# Dielectric tunability from the fourth-order energy

## Statement

The tunable quantity is the differential susceptibility $\chi_{ij}(\mathbf E)=\varepsilon_0^{-1}\,\partial P_i/\partial E_j$ under a static bias $\mathbf E$.

**A. Nonpolar phase.** If $E=\alpha P+\beta P^3$ with $\alpha>0$, then $1/(\varepsilon_0\chi)=\alpha+3\beta P^2$. With $\varepsilon_0\chi_0=1/\alpha$,

$$\frac{\chi(E)}{\chi_0}=1-3\beta(\varepsilon_0\chi_0)^3E^2+15\beta^2(\varepsilon_0\chi_0)^6E^4-\dots\tag{1}$$

For $\beta>0$ and $E\gg E_0=2\sqrt{\alpha^3/27\beta}$,

$$\varepsilon_0\chi\to\frac{1}{3\beta^{1/3}E^{2/3}}.\tag{2}$$

The small-field form is usually credited to Johnson (1962).

**B. Strain.** With the elastic and electrostrictive terms $\tfrac12C\eta^2-q\eta P^2$, zero stress replaces $\beta$ by $\beta-2q^2/C$. If the strain follows the bias but not the probe, $3\beta$ in the $E^2$ term of (1) becomes $3\beta-2q^2/C$ instead of $3\beta-6q^2/C$.

**C. Polar phase, field along $P_s$.** With $p=P-P_s$ and $E=\alpha p+\gamma p^2+\beta p^3+\dots$,

$$\frac{\chi(E)}{\chi_0}=1-\frac{2\gamma}{\alpha^2}E+\left(\frac{6\gamma^2}{\alpha^4}-\frac{3\beta}{\alpha^3}\right)E^2+\dots\tag{3}$$

**D. Polar phase of point group $4mm$, field across $P_s$.** $\chi_{11}(E_1)$ has no linear term. The $E^2$ term of (1) holds with

$$\alpha_1=G_{11},\qquad \beta_1=\frac{G_{1111}}{6}-\frac{G_{113}^2}{2G_{33}},\tag{4}$$

where subscripts on the free-energy density $G$ denote derivatives with respect to $P_i$ at $\mathbf P=(0,0,P_s)$. The second term is polarisation rotation, and it can make $\beta_1$ negative.

**E. Perturbation theory.** All of these follow from the third- and fourth-order electric enthalpy. The third order needs only the first-order response of the structure. The fourth order needs the second-order response, and relaxing any coordinate lowers it.

## Premises and conventions

1. The crystal is a single-domain insulator in a uniform macroscopic field $\mathbf E$, held by electrodes, so no depolarising field enters.
2. The state is a vector $x$ of coordinates measured from the zero-field minimum: zone-centre displacements, homogeneous strains and, if wanted, variations of the electronic orbitals. The energy density $U(x)$ and the polarisation $P(x)$ along the field are smooth, and the Hessian $K$ of $U$ is positive definite once rigid translations and rotations are removed.
3. The state is the local minimum of the electric enthalpy density $H(x,E)=U(x)-E\,P(x)$ that connects to $E=0$. At finite temperature $U$ is a free energy.
4. The probe field is infinitesimal and slow compared with the polar phonons.
5. Strains are small and in Voigt notation. Maxwell stress and the change of cell shape in the definitions of $E$ and $P$ are dropped.
6. Where $P$ is only the soft lattice polarisation, the relative permittivity is $\varepsilon=\varepsilon_b+\chi$ with a field-independent background $\varepsilon_b$.

## Proof of E: the enthalpy to fourth order

Expand about the minimum, with repeated factors of $x$ contracted into symmetric derivative tensors:

$$U=\tfrac12Kxx+\tfrac16U_3xxx+\tfrac1{24}U_4xxxx,\qquad P=P_s+\mu x+\tfrac12\nu xx+\tfrac16\rho xxx .$$

For displacements, $\mu$ holds the Born effective charges per volume, and $\nu$ and $\rho$ hold their first and second derivatives. Insert $x=Ex_1+E^2x_2+E^3x_3+\dots$ and collect $H=-EP_s+H_2E^2+H_3E^3+H_4E^4+\dots$:

$$H_2=\tfrac12Kx_1x_1-\mu x_1,$$
$$H_3=(Kx_1-\mu)x_2+\tfrac16U_3x_1x_1x_1-\tfrac12\nu x_1x_1,$$
$$H_4=(Kx_1-\mu)x_3+\tfrac12Kx_2x_2+g\,x_2+\tfrac1{24}U_4x_1x_1x_1x_1-\tfrac16\rho x_1x_1x_1,$$

with the vector $g=\tfrac12U_3x_1x_1-\nu x_1$. The condition $\partial H/\partial x=0$ reads $Kx_1=\mu$ at order $E$ and $Kx_2+g=0$ at order $E^2$. The first relation removes $x_2$ from $H_3$ and $x_3$ from $H_4$. This is the $2n+1$ theorem, set out for density functionals by Gonze and Vigneron (1989). The second relation gives $\tfrac12Kx_2x_2+gx_2=-\tfrac12gK^{-1}g$. Hence

$$H_2=-\tfrac12\mu K^{-1}\mu,\qquad H_3=\tfrac16U_3x_1^3-\tfrac12\nu x_1^2,\qquad H_4=\tfrac1{24}U_4x_1^4-\tfrac16\rho x_1^3-\tfrac12gK^{-1}g,\tag{5}$$

where powers of $x_1$ abbreviate the contractions. Because $H$ is stationary in $x$, $dH/dE=\partial H/\partial E=-P$, and one more derivative gives

$$\varepsilon_0\chi(E)=-2H_2-6H_3E-12H_4E^2-\dots\tag{6}$$

Three consequences follow. First, $gK^{-1}g\ge0$, so every coordinate that responds at second order lowers $H_4$ and raises $\chi$ at order $E^2$. Second, with exact $x_1$, $H_4$ is a quadratic form in a trial $x_2$ with its minimum at the true $x_2$, so a restricted $x_2$ bounds $H_4$ from above. Third, in a centrosymmetric crystal $x_1$ is odd under inversion, so $H_3=0$, while $g$ and $x_2$ are even. The zone-centre modes of the five-atom cubic perovskite cell are all odd ($4T_{1u}+T_{2u}$), so among the structural coordinates only strain carries $x_2$ there.

The coefficients of the equation of state follow by comparing (6) with (1) or (3): $\alpha=-1/2H_2$, $\gamma=3\alpha^3H_3$, and $\beta=4\alpha^4H_4+2\gamma^2/\alpha$.

## Proof of A

Let $G(P)=\tfrac12\alpha P^2+\tfrac14\beta P^4$ be the minimum of $U$ over all coordinates at fixed $P$. Minimising $G-EP$ gives $E=\alpha P+\beta P^3$. Differentiating with respect to $E$ gives $1=(\alpha+3\beta P^2)\,dP/dE$, which is the first claim.

*Small field.* Put $P=c_1E+c_3E^3+c_5E^5$. Order $E$ gives $\alpha c_1=1$. Order $E^3$ gives $\alpha c_3+\beta c_1^3=0$, so $c_3=-\beta/\alpha^4$. Order $E^5$ gives $\alpha c_5+3\beta c_1^2c_3=0$, so $c_5=3\beta^2/\alpha^7$. Then $\varepsilon_0\chi=c_1+3c_3E^2+5c_5E^4$, and division by $c_1$ yields (1). The chord $P/\varepsilon_0E$ has a quadratic coefficient three times smaller.

*Any field, $\beta>0$.* Put $P=2r\sinh\phi$ with $r^2=\alpha/3\beta$. Since $8\beta r^3=8\alpha r/3$,

$$E=\tfrac23\alpha r\,(3\sinh\phi+4\sinh^3\phi)=E_0\sinh3\phi,\qquad E_0=\tfrac23\alpha r=2\sqrt{\alpha^3/27\beta}.$$

Also $\alpha+3\beta P^2=\alpha(1+4\sinh^2\phi)=\alpha(2\cosh2\phi-1)$, so that

$$\frac{\chi}{\chi_0}=\frac{1}{2\cosh\!\left[\tfrac23\operatorname{arsinh}(E/E_0)\right]-1}.\tag{7}$$

*Large field.* For $E\gg E_0$, $e^{3\phi}\simeq2E/E_0$, so $e^{-2\phi}\simeq y\equiv(2E/E_0)^{-2/3}$ and (7) becomes $\chi/\chi_0=1/(y^{-1}-1+y)=y\,(1+y+\dots)$. Since $(E_0/2)^{2/3}=\alpha/3\beta^{1/3}$, the leading term divided by $\alpha$ is (2). The coefficient $\alpha$ has dropped out, so (2) also holds for $\alpha<0$. The relative correction $y$ decays only as $E^{-2/3}$.

*Convergence.* $dE/dP$ vanishes at $P=\pm ir$, where $E=\pm ir(\alpha-\beta r^2)=\pm iE_0$. The series (1) therefore converges for $|E|<E_0$. For $\beta<0$ these points lie on the real axis, at $E=\pm2\sqrt{\alpha^3/27|\beta|}$, where $\chi$ diverges.

## Proof of B

Take $F=\tfrac12\alpha P^2+\tfrac14\beta P^4+\tfrac12C\eta^2-q\eta P^2$, in which $\beta$ is the coefficient at fixed zero strain. Zero stress means $\partial F/\partial\eta=C\eta-qP^2=0$, so $\eta=qP^2/C$. Substitution gives $\tfrac12q^2P^4/C-q^2P^4/C=-q^2P^4/2C$. Adding this to $\tfrac14\beta P^4$ gives $\tfrac14(\beta-2q^2/C)P^4$. The same term is $-\tfrac12gK^{-1}g$ of (5) with $g=-qx_1^2$ and $K=C$.

A probe above the acoustic resonances of the sample does not move the strain. It sees $\partial^2F/\partial P^2$ at fixed $\eta$, which is $\alpha+3\beta P^2-2q\eta$. With $\eta=qP^2/C$ set by the static bias this is $\alpha+(3\beta-2q^2/C)P^2$. To lowest order $P=E/\alpha$ in every case, which proves the last claim of B.

*Cubic tensor form.* Let $G(\mathbf P)$ be the stress-free energy, $s$ the compliance matrix and $\eta^0(\mathbf P)$ the stress-free strain. Then $F=G+\tfrac12(\eta-\eta^0)s^{-1}(\eta-\eta^0)$. For $\mathbf P$ along axis 3, $\eta^0=(Q_{12},Q_{12},Q_{11})P^2$. Split this vector into $\tfrac13(Q_{11}+2Q_{12})(1,1,1)$ and $\tfrac13(Q_{11}-Q_{12})(-1,-1,2)$. These are eigenvectors of $s$ with eigenvalues $s_{11}+2s_{12}$ and $s_{11}-s_{12}$, and their squared lengths are $\tfrac13(Q_{11}+2Q_{12})^2$ and $\tfrac23(Q_{11}-Q_{12})^2$. If the strain is fixed at the value belonging to a polarisation $P_b$, then $F=G+\Lambda(P^2-P_b^2)^2$ with

$$\Lambda=\frac{(Q_{11}+2Q_{12})^2}{6(s_{11}+2s_{12})}+\frac{(Q_{11}-Q_{12})^2}{3(s_{11}-s_{12})}.\tag{8}$$

For $P_b=0$ the clamped $\beta$ exceeds the free one by $4\Lambda$, which is the tensor form of $2q^2/C$. For a clamped probe at $P=P_b$ the stiffness rises by $\partial_P^2[\Lambda(P^2-P_b^2)^2]=8\Lambda P_b^2$.

## Proof of C

Expand $E=G'(P_s+p)$ with $G'(P_s)=0$: $\alpha=G''$, $\gamma=G'''/2$, $\beta=G''''/6$. Put $p=c_1E+c_2E^2+c_3E^3$. The orders $E$, $E^2$ and $E^3$ give $\alpha c_1=1$, $\alpha c_2+\gamma c_1^2=0$ and $\alpha c_3+2\gamma c_1c_2+\beta c_1^3=0$. Thus $c_2=-\gamma/\alpha^3$ and $c_3=2\gamma^2/\alpha^5-\beta/\alpha^4$. Then $\varepsilon_0\chi=c_1+2c_2E+3c_3E^2$, and division by $c_1$ yields (3).

The cubic coefficient $\gamma$ is the fourth- and higher-order energy of the parent phase evaluated at $P_s$. For the pure quartic double well, $G=-\tfrac12aP^2+\tfrac14bP^4$, one has $P_s^2=a/b$, $\alpha=2bP_s^2$, $\gamma=3bP_s$ and $\beta=b$. With $w=\varepsilon_0\chi_0E/P_s$, (3) becomes

$$\chi/\chi_0=1-3w+12w^2-\dots\tag{9}$$

because $2\gamma/\alpha^2=3/\alpha P_s$ and $(54-6)\,b^2P_s^2/\alpha^4=12/\alpha^2P_s^2$. The quadratic term is positive although $\beta>0$, so the sign read from (1) does not carry over to this geometry.

## Proof of D

The mirror $x_1\to-x_1$ of $4mm$ makes $G$ even in $P_1$ and the relaxed enthalpy even in $E_1$. At $P_2=E_2=0$ the allowed cubic terms of the enthalpy are $E_3^3$ and $E_1^2E_3$. Hence $\chi_{33}$ and $\chi_{11}$ are linear in $E_3$, $\chi_{13}$ is linear in $E_1$, and $\chi_{11}(E_1)$ starts at second order.

For $E_3=0$ write $P_1=p$ and $P_3=P_s+v$. As $v$ turns out to be of order $p^2$, the terms up to $p^4$ are

$$G=\tfrac12G_{11}p^2+\tfrac1{24}G_{1111}p^4+\tfrac12G_{33}v^2+\tfrac12G_{113}\,p^2v .$$

The condition $\partial G/\partial v=0$ gives $v=-G_{113}p^2/2G_{33}$, and the last two terms sum to $-G_{113}^2p^4/8G_{33}$. Equating the $p^4$ coefficient to $\beta_1/4$ yields (4). This is B with $C\to G_{33}$ and $q\to-G_{113}/2$.

For a bias along 3, $P_1$ stays zero and $1/\varepsilon_0\chi_{11}=G_{11}(P_3)$. With $P_3-P_s=E_3/G_{33}$,

$$\frac{\chi_{11}(E_3)}{\chi_{11}(0)}=1-\frac{G_{113}}{G_{11}G_{33}}E_3+\dots\tag{10}$$

Both $\partial\chi_{11}/\partial E_3$ and $\partial\chi_{13}/\partial E_1$ are the same third derivative of the enthalpy, so they are equal.

## Range of validity

- **Small-field series.** In (1) the ratio of the $E^4$ term to the $E^2$ term has magnitude $5|\beta|(\varepsilon_0\chi_0)^3E^2$, which must be small. A sixth-order term in $G$ leaves the $E^2$ coefficient of a nonpolar phase unchanged and alters the $E^4$ coefficient. In a polar phase it enters $\alpha$, $\gamma$ and $\beta$. Series (3) cannot converge beyond the intrinsic coercive field, where $G''=0$.
- **Large-field law.** Equation (2) needs $\beta>0$, $y\ll1$, and a negligible next term $\delta P^5$ in the equation of state. Where that term dominates, $P=(E/\delta)^{1/5}$ and $\varepsilon_0\chi=1/(5\delta P^4)=1/(5\delta^{1/5}E^{4/5})$. The permittivity follows either law only while $\chi\gg\varepsilon_b$.
- **Metastability.** A single domain with the field against $P_s$ is metastable. So is a stress-free domain with the field across $P_s$, because the domain polarised along the field is lower in enthalpy by $P_sE$ to first order. Domain nucleation and wall motion can set in far below the intrinsic instabilities, and they are outside the premises.
- **Temperature.** Derivatives from density functional perturbation theory refer to the static lattice. Thermal motion renormalises them, most strongly $\alpha$, and (1) depends on $\alpha^{-3}$.
- **Geometry.** Interface layers, depolarising fields, space charge, leakage and breakdown are excluded. For an ideal film of thickness $d$ and voltage $V=Ed$, the voltage coefficients of the capacitance are the field coefficients of $\varepsilon$ divided by $d$ and $d^2$.

## Illustration: tetragonal PbTiO$_3$ at 300 K

**Units.** Polarisation is counted in $P_0=1$ C m$^{-2}=6.2415\ e$ nm$^{-2}$, field in V nm$^{-1}$, and energy density in $u_0=P_0\times1$ V nm$^{-1}=6.2415$ eV nm$^{-3}$. Then $\varepsilon_0=0.05526\ e$ V$^{-1}$ nm$^{-1}=8.854\times10^{-3}\,P_0$ per V nm$^{-1}$.

**Model.** The stress-free energy for $P_2=0$ is

$$G=a_1(P_1^2+P_3^2)+a_{11}(P_1^4+P_3^4)+a_{12}P_1^2P_3^2+a_{111}(P_1^6+P_3^6)+a_{112}(P_1^4P_3^2+P_1^2P_3^4).$$

All the following inputs are typical values, rounded from the phenomenological fit of Haun and co-workers (1987) and the elastic data commonly used with it. In units of $u_0$ and $P_0$: $a_1=3.8\times10^{-4}\,\mathrm{K^{-1}}(T-752\ \mathrm K)$, $a_{11}=-0.073$, $a_{12}=0.75$, $a_{111}=0.26$, $a_{112}=0.61$, $a_{123}=-3.7$ (coefficient of $P_1^2P_2^2P_3^2$), $Q_{11}=0.089$, $Q_{12}=-0.026$, $s_{11}=8.0\times10^{-3}$, $s_{12}=-2.5\times10^{-3}$. At 300 K, $a_1=-0.1718$. The results are the model's. Unrounded intermediates are carried, and digits beyond the second serve only to let the arithmetic be followed.

The measured lattice constants at 300 K are $a=3.904$ Å and $c=4.152$ Å (compiled values, Wikipedia). They give the cell volume $\Omega=a^2c=63.28$ Å$^3$ and $c/a-1=0.0635$. The measured mean high-frequency dielectric constant is 6.25 (compiled value, He 2017, temperature not stated).

**Strain renormalisation.** Equation (8) gives $\Lambda=0.0761+0.4198=0.4959$. For the cubic parent, $\beta=4a_{11}=-0.292$ at zero stress and $4(a_{11}+\Lambda)=1.69$ at zero strain. The correction $4\Lambda=1.98$ reverses the sign. With $a_{11}<0$ the sixth-order term is needed for stability, and (2) has no range of validity in the free crystal of this model.

**Zero-field state.** With $\sigma=P_s^2$, $G_3=0$ reads $a_1+2a_{11}\sigma+3a_{111}\sigma^2=0$, so

$$\sigma=\frac{-a_{11}+\sqrt{a_{11}^2-3a_1a_{111}}}{3a_{111}}=0.5721,\qquad P_s=0.756\,P_0=4.72\ e\ \mathrm{nm^{-2}}.$$

The well depth is $G\,\Omega=-29$ meV per cell, comparable with $k_BT=26$ meV, so static-lattice coefficients cannot be expected to equal these. The bias used below, 0.05 V nm$^{-1}$, couples with $P_s\Omega E=15$ meV per cell.

**Along $P_s$.** Eliminating $a_1$ with the equilibrium condition,

$$\alpha_3=8a_{11}\sigma+24a_{111}\sigma^2=1.708,\qquad\gamma_3=12P_s(a_{11}+5a_{111}\sigma)=6.088,$$
$$\beta_3=4a_{11}+60a_{111}\sigma=-0.292+8.925=8.633 .$$

Then $\chi_{33}(0)=1/\varepsilon_0\alpha_3=66.1$, and (3), with $E_3$ in V nm$^{-1}$, gives

$$\chi_{33}(E_3)/\chi_{33}(0)=1-4.17\,E_3+(26.12-5.20)\,E_3^2=1-4.17\,E_3+20.92\,E_3^2 .$$

The sixth-order term dominates $\beta_3$. The quartic estimate (9), with $\alpha_3P_s=1.29$ V nm$^{-1}$, would give a linear coefficient of 2.32 nm V$^{-1}$ in place of 4.17 nm V$^{-1}$.

**Across $P_s$.**

$$\alpha_1=2(a_1+a_{12}\sigma+a_{112}\sigma^2)=0.914,\qquad G_{113}=4P_s(a_{12}+2a_{112}\sigma)=4.381,$$
$$\beta_1=4(a_{11}+a_{112}\sigma)-\frac{G_{113}^2}{2\alpha_3}=1.104-5.617=-4.513 .$$

Thus $\chi_{11}(0)=124$ and $\chi_{11}(E_1)/\chi_{11}(0)=1-3\beta_1E_1^2/\alpha_1^3=1+17.7\,E_1^2$. With $P_3$ frozen the coefficient would be $-4.34$ nm$^2$ V$^{-2}$, so rotation reverses the sign.

**Exact solution of the model.** Along 3 one solves $E_3=2a_1P+4a_{11}P^3+6a_{111}P^5$. Across, $G_3=0$ is a quadratic in $P_3^2$,

$$3a_{111}P_3^4+2(a_{11}+a_{112}P_1^2)P_3^2+a_1+a_{12}P_1^2+a_{112}P_1^4=0,$$

whose larger root makes $E_1=\partial G/\partial P_1$ an explicit function of $P_1$.

| Bias (V nm$^{-1}$) | Ratio | To order $E$ | To order $E^2$ | Exact in the model |
|---|---|---|---|---|
| $E_3=+0.05$ | $\chi_{33}/\chi_{33}(0)$ | 0.791 | 0.844 | 0.833 |
| $E_3=-0.05$ | $\chi_{33}/\chi_{33}(0)$ | 1.209 | 1.261 | 1.280 |
| $E_1=\pm0.05$ | $\chi_{11}/\chi_{11}(0)$ | 1 | 1.044 | 1.048 |

For the crossed case, (10) has the coefficient 2.81 nm V$^{-1}$ and gives 0.860 at $E_3=+0.05$ V nm$^{-1}$, against 0.883 from $G_{11}$ at the exact $P_3$.

The intrinsic limits are $E_3=-0.160$ V nm$^{-1}$, where $G_{33}=0$, and $|E_1|=0.154$ V nm$^{-1}$, where $dE_1/dP_1=0$. The stiffness $G_{22}=2[a_1+a_{12}(P_1^2+P_3^2)+a_{112}(P_1^4+P_3^4)+a_{123}P_1^2P_3^2]$ is still positive at the second point, so $P_2=0$ is consistent. At $E_3=+0.05$ V nm$^{-1}$ the local exponent $d\ln\chi_{33}/d\ln E_3=-E_3G_{333}/G_{33}^2$, evaluated at the biased $P_3$, is $-0.16$, far from either power law.

**Clamped probe.** Adding $8\Lambda\sigma=2.270$ gives a stiffness of 3.978 and $\chi_{33}=28.4$. Under a free bias the probe stiffness is $G_{33}(P)+8\Lambda P^2$, its derivative is $2\gamma_3+16\Lambda P_s$, and $dP/dE=1/\alpha_3$. The linear coefficient is then $(2\gamma_3+16\Lambda P_s)/[\alpha_3(\alpha_3+8\Lambda\sigma)]=2.68$ nm V$^{-1}$. These clamped figures apply constant elastic and electrostrictive coefficients across a tetragonal strain of 0.0635, and are less secure than the free ones, which do not use $\Lambda$.

**Smaller terms.** If $\varepsilon_b$ is set to the electronic value 6.25, relative changes of $\varepsilon$ are those of $\chi$ times $\chi_0/(\chi_0+\varepsilon_b)$, which is 0.91 along and 0.95 across $P_s$. The drop of 16.7 per cent in $\chi_{33}$ becomes 15.3 per cent in $\varepsilon_{33}$. This marks the size of the effect only: hard polar modes would add to $\varepsilon_b$, while a fit to the total permittivity has already absorbed part of it. The thickness strain $Q_{11}(P_3^2-\sigma)$ at this bias is 0.4 per cent, small beside the drop.

As typical knowledge, free permittivities along $c$ quoted for crystals scatter from about 80 to about 130, so the model lies below that range, by up to a factor approaching two. The linear coefficient $2\gamma(\varepsilon_0\chi_0)^2$ grows with $\chi_0$, so the model is likely to understate the tunability along $P_s$. In the model, a bias of 0.05 V nm$^{-1}$ parallel to $P_s$ lowers $\chi_{33}$ by 17 per cent through a term linear in the field, and the same bias across $P_s$ raises $\chi_{11}$ by 5 per cent through a quadratic term set by polarisation rotation.